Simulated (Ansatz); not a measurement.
A series in volume per atom on Ge

All results are calculated (Ansatz 0.2.0 development build). Equation of state of a cubic crystal from periodic Kohn-Sham density functional theory without spin; pressure corrected for the finite basis.

Cell of the first row (space group Fd-3m, No. 227):
```
CELL_PARAMETERS angstrom
0.00000 2.80240 2.80240
2.80240 0.00000 2.80240
2.80240 2.80240 0.00000
ATOMIC_POSITIONS crystal
Ge 0.00000 0.00000 0.00000
Ge 0.25000 0.25000 0.25000
```

Settings of every row: formula Ge; structure type diamond; functional r2SCAN; spin treatment none; k mesh 10x10x10; occupation method fermi-dirac; occupation width 0.1 eV; wave cutoff 500 eV; datasets soft-1 PAW; density cutoff ratio 4.

```csv
row,volume per atom (Å³),pressure (GPa),energy above lowest point (meV/atom)
1,22.009,2.838,6.9
2,22.726,0.32,0
3,23.444,?,?
4,24.162,-3.485,15.23
5,24.879,-4.931,34.18
```

Question: what pressure and energy above lowest point should row 3 give?

Worked fit of pressure. Take u = (V_r/V)^(2/3) − 1 with V_r = 23.444 Å³ an atom, which is twice the finite (Eulerian) strain; such expansions in the strain, on which the Birch-Murnaghan equation of state is built, carry the rest volume and the bulk modulus. The shown rows have u = 0.04301, 0.02095, -0.01991, -0.03883. Least squares give pressure = −1.7612 + 93.467 × u + 309.75 × u² GPa; a straight line predicts inner rows, each left out in turn, worse (root mean square 0.3 against 0.034 GPa). The rows lie off it by 0.006, -0.013, 0.014, -0.008 (root mean square 0.011 GPa). The pressure vanishes at u = 0.0178, or V = 22.83 Å³ an atom, and there the bulk modulus at fixed shape and fractions is B = −V dP/dV = (2/3)(1 + u) dP/du = 70.9 GPa. The withheld row has u = 0, so the fit gives −1.7612 + 93.467 × (0) + 309.75 × (0)² = -1.761 GPa.

The calculation gave -1.758 GPa. The fit lies 0.003 GPa (0.039 % of the column's range) below it; its largest miss of a shown row is 0.014 GPa.

Worked fit of energy above lowest point. Take u = (V_r/V)^(2/3) − 1 with V_r = 23.444 Å³ an atom, which is twice the finite (Eulerian) strain; such expansions in the strain, on which the Birch-Murnaghan equation of state is built, carry the rest volume and the bulk modulus. The shown rows have u = 0.04301, 0.02095, -0.01991, -0.03883. Least squares give energy above lowest point = 3.327 − 379.32 × u + 10728.3 × u² meV/atom; a straight line predicts inner rows, each left out in turn, worse (root mean square 10 against 0.24 meV/atom). The rows lie off it by 0.04, -0.09, 0.10, -0.05 (root mean square 0.074 meV/atom). Its lowest point lies at u = 0.0177, or V = 22.84 Å³ an atom, and the curvature there gives the bulk modulus at fixed shape and fractions, B = (4/9)(1 + u)² E″(u)/V = 69.3 GPa. The withheld row has u = 0, so the fit gives 3.327 − 379.32 × (0) + 10728.3 × (0)² = 3.33 meV/atom.

The calculation gave 3.37 meV/atom. The fit lies 0.04 meV/atom (1.2 % of the value, 0.12 % of the column's range) below it; its largest miss of a shown row is 0.10 meV/atom.
